The interaction energy is the energy of the complex less the energies of its two parts, the anion SiF$_5^-$ and methylamine, each frozen in the shape it has in the complex. A negative value means binding. It was computed with a dispersion-corrected hybrid functional in a small basis, while the amine was moved rigidly along the line from one fluorine to one hydrogen. The contact distance is the length of that F···H line.

Two columns give this energy. In the uncorrected one each part is described with its own basis functions only; in the counterpoise one each part may use those of the whole complex. The uncorrected value is also divided into four terms. The electrostatic term is the Coulomb energy of the frozen charge densities, and the Pauli term is the cost of making the frozen orbitals antisymmetric, with exchange and correlation included. The orbital term is the gain when the orbitals relax, and the last term is dispersion.

PySCF 2.14.0, CAM-B3LYP-D3(BJ)/def2-SVP with density fitting, for SiF$_5^-$ and methylamine in the gas phase (total charge −1 e, singlet). The amine is moved rigidly along one F···H line from a GFN2-xTB geometry. Interaction energies are relative to the frozen parts (negative means bound), and the four terms sum to the uncorrected value.

| contact distance (Å) | interaction counterpoise (kcal/mol) | interaction uncorrected (kcal/mol) | electrostatic term (kcal/mol) | pauli term (kcal/mol) | orbital term (kcal/mol) | dispersion or correlation term (kcal/mol) |
| --- | --- | --- | --- | --- | --- | --- |
| 1.919 | -2.970 | -13.300 | -12.710 | 14.910 | -13.400 | -2.110 |
| 2.039 | -5.120 | -14.470 | -10.010 | 9.200 | -11.650 | -2.010 |
| 2.159 | -6.300 | -14.710 | -8.180 | 5.590 | -10.210 | -1.910 |
| 2.279 | -6.870 | -14.360 | -6.920 | 3.330 | -8.980 | -1.800 |
| 2.399 | -7.050 | -13.670 | -6.030 | 1.940 | -7.890 | -1.690 |
| 2.519 | -7.000 | -12.780 | -5.380 | 1.100 | -6.930 | -1.580 |
| 2.639 | -6.810 | -11.810 | -4.900 | 0.600 | -6.050 | -1.460 |
| 2.999 | -5.910 | -8.920 | -3.980 | 0.080 | -3.890 | -1.120 |
| 3.599 | -4.380 | -5.320 | -3.150 | 0.020 | -1.550 | -0.650 |
| 4.798 | -2.640 | -2.670 | -2.190 | 0.010 | -0.300 | -0.190 |
| 7.197 | -1.320 | -1.320 | -1.220 | 0.000 | -0.080 | -0.020 |

The counterpoise curve is a shallow well with its lowest value, −7.05 kcal/mol, at 2.399 Å. On the inner side the binding fades quickly, and on the outer side it fades slowly. The uncorrected curve has the same general shape but is about twice as deep, and its minimum lies closer in, at 2.159 Å. The well itself is a matter of chemistry; the disagreement between the curves is a matter of the basis.

The geometry shows what kind of contact this is. Silicon already carries five fluorines, and the lone pair of the amine nitrogen points away from it, so nitrogen does not donate to silicon. Instead, two N–H hydrogens and one C–H hydrogen face fluorines of the anion. In this arrangement the pair is held by hydrogen bonds, in which the positive side of a polar molecule turns towards a negative ion. The arrangement comes from a short search that may have missed a more stable one, so the scan does not rule out a contact in which nitrogen faces silicon.

The well arises because attraction and repulsion have different ranges. Pauli repulsion needs overlap between the occupied orbitals of the two parts, and overlap dies away within a few tenths of an ångström. Electrostatic attraction needs no overlap, since the charge of the anion acts on the amine at any distance. Over the first step outward from the closest contact, 0.12 Å long, the Pauli term keeps 62% of its size and the electrostatic term 79%.

Moving inward from the counterpoise minimum to the closest contact shows the repulsive side of this balance. The Pauli term rises by 12.97 kcal/mol, while the electrostatic attraction grows by only 6.68. Orbital relaxation, cleared of the basis error as explained below, and dispersion add about 2.2 between them. The binding is therefore weaker by 4.08 kcal/mol, although every attractive term has become stronger.

Moving outward from the minimum to 2.999 Å reverses the balance. Relief from Pauli repulsion is worth 1.86 kcal/mol, but the electrostatic term alone loses 2.05, and the other attractions weaken too. Almost no repulsion is left to be relieved at that distance, so any further separation simply costs attraction. This is why the well has a steep inner wall and a long outer slope.

Around the minimum the gains and losses nearly cancel. The counterpoise values between 2.279 and 2.519 Å differ by less than 0.2 kcal/mol, so the exact place of the minimum should not be pressed. The scan also keeps both parts rigid, in shapes taken from a tight-binding search, and a full relaxation could shift so flat a minimum easily.

A chloride ion beside a water molecule is a simpler system with the same logic. There too a hydrogen turns towards the anion, the charge and the dipole set the long attraction, and overlap sets where the wall begins. The likeness stops at close range, because chloride is one round atom with its charge centred on the nucleus. In SiF$_5^-$ the negative charge sits largely on the fluorines, and the amine touches several of them at once.

The far attraction can be estimated without any fitted constant. A unit charge produces a field that falls as $1/R^2$, and a dipole $\mu$ lying along that field lowers its energy by the field times $\mu$:

$$E=-\frac{e^2\mu}{R^2}$$

Here $R$ runs from silicon to the amine's centre of nuclear charge, $\mu$ is entered as its number of e Å, and $e^2$ is 14.4 eV Å. The computed dipole of methylamine, 1.338 D, equals $1.338\times0.2082=0.279$ e Å. In the farthest row $R$ is 8.37 Å, so $E=-14.4\times0.279/8.37^2=-0.0573$ eV, or −1.32 kcal/mol. The computed electrostatic term is −1.22 kcal/mol, and it makes up 92% of the counterpoise interaction there. At this distance the complex is little more than an ion and a dipole.

The estimate assumes perfect alignment, so a dipole tilted away from the line would attract less. That may explain why the computed term is the smaller one in the outer rows, although the uneven charge distributions of both parts also play a role and the two effects were not separated. The output printed after this section gives the comparison at every distance.

Close in, the simple picture fails in the other direction. At the shortest contact the electrostatic term is 1.43 times the estimate, whereas at 2.999 Å it is only 0.78 times. Theory gives two reasons for the extra attraction: the hydrogens lie much nearer to the negative fluorines than to silicon, and the electron clouds begin to interpenetrate, so that electrons of one part feel the nuclei of the other less screened. The good agreement near 2.2 Å is therefore a crossing from too strong an estimate to too weak a one, and no sign that the picture holds there.

The basis explains why the uncorrected curve tells another story. When the parts approach, each can use the other's basis functions to repair the shortcomings of its own, and this lowers the energy of the complex without any real bonding. At the counterpoise minimum this basis error is 6.62 kcal/mol, almost as large as the binding itself. Most of it, about 5.2 kcal/mol, comes from the anion, whose outer electron density is poorly served by a small basis without diffuse functions.

The same error moves the minimum. Going in from 2.399 to 2.159 Å, the counterpoise binding weakens by $7.05-6.30=0.75$ kcal/mol. Over the same stretch the false attraction grows by $8.41-6.62=1.79$ kcal/mol. The uncorrected curve therefore keeps falling where the corrected one has already turned up.

The error also distorts the apparent cause of the binding. In the seven closest rows the orbital term is the largest attraction, which invites the reading that electron transfer holds the pair together. But the electrostatic and Pauli terms are built from orbitals that each part found in its own basis. Borrowed functions can lower the energy only once the orbitals relax, so the basis error must sit mainly in the orbital term.

Adding the error back changes the order of the terms. At the counterpoise minimum the orbital term shrinks from −7.89 to about −1.3 kcal/mol, and electrostatics then supplies about two thirds of all attraction. The charge moved to the amine at this distance is only 0.014 e, which fits the same view. What remains of the orbital term is probably mostly polarisation, the response of the amine's electrons to the field of the anion, though the calculation does not separate it from electron transfer.

Counterpoise removes the borrowing, but it does not give the anion the diffuse functions that it lacks. The Pauli term hints at this. A purely exponential overlap would keep the same fraction at each equal step, yet the fraction kept falls from 62% at the closest contact to 55% near 2.6 Å. Basis functions that fade too fast could cause this. So could the exchange and correlation energy contained in the term, or the neighbouring contacts, which do not lengthen by equal steps when the amine moves along one F···H line. A larger basis would help to decide.

Fluorosilicate ions can form when silicon is etched with fluorine chemistry. For such residues the trend suggests that contact with an amine is governed mainly by electrostatic attraction, so polar surroundings or nearby counterions should alter it. The energies here belong to an isolated pair in the gas phase and are no measure of adhesion to a wafer.

Printed output of the fit:

```
Basis error and ion-dipole estimate (kcal/mol and angstrom):
    row  basis error  orbital term plus basis error  Si to amine centre  aligned ion-dipole estimate  electrostatic over estimate
  1.919        10.33                          -3.07               3.229                       -8.875                        1.432
  2.039         9.35                           -2.3               3.341                       -8.289                        1.208
  2.159         8.41                           -1.8               3.453                       -7.758                        1.054
  2.279         7.49                          -1.49               3.566                       -7.274                       0.9513
  2.399         6.62                          -1.27                3.68                       -6.832                       0.8826
  2.519         5.78                          -1.15               3.793                       -6.428                       0.8369
  2.639            5                          -1.05               3.908                       -6.058                       0.8089
  2.999         3.01                          -0.88               4.252                       -5.116                        0.778
  3.599         0.94                          -0.61               4.832                       -3.962                        0.795
  4.798         0.03                          -0.27               6.002                       -2.568                       0.8528
  7.197            0                          -0.08               8.367                       -1.321                       0.9234
Uncorrected well depth over counterpoise well depth: 2.087
Spread of counterpoise values from 2.279 to 2.519 angstrom (kcal/mol): 0.18
Inward from 2.399 to 1.919 angstrom, Pauli change (kcal/mol): 12.97
Inward, electrostatic change (kcal/mol): -6.68
Inward, change of orbital term plus basis error (kcal/mol): -1.8
Inward, dispersion change (kcal/mol): -0.42
Inward, counterpoise interaction change (kcal/mol): 4.08
Outward from 2.399 to 2.999 angstrom, Pauli change (kcal/mol): -1.86
Outward, electrostatic change (kcal/mol): 2.05
Outward, change of orbital term plus basis error (kcal/mol): 0.39
Outward, dispersion change (kcal/mol): 0.57
Outward, counterpoise interaction change (kcal/mol): 1.14
Electrostatic share of all attraction at 2.399 angstrom, basis error removed (percent): 67.07
Electrostatic share of the counterpoise interaction at 7.197 angstrom (percent): 92.42
Pauli term kept over the first 0.12 angstrom step (percent): 61.7
Pauli term kept over the step from 2.519 to 2.639 angstrom (percent): 54.55
Electrostatic term kept over the first 0.12 angstrom step (percent): 78.76
Basis error from the anion at 2.399 angstrom (kcal/mol): 5.172
Basis error from the amine at 2.399 angstrom (kcal/mol): 1.437
Rows where the raw orbital term exceeds the electrostatic term: 7
```
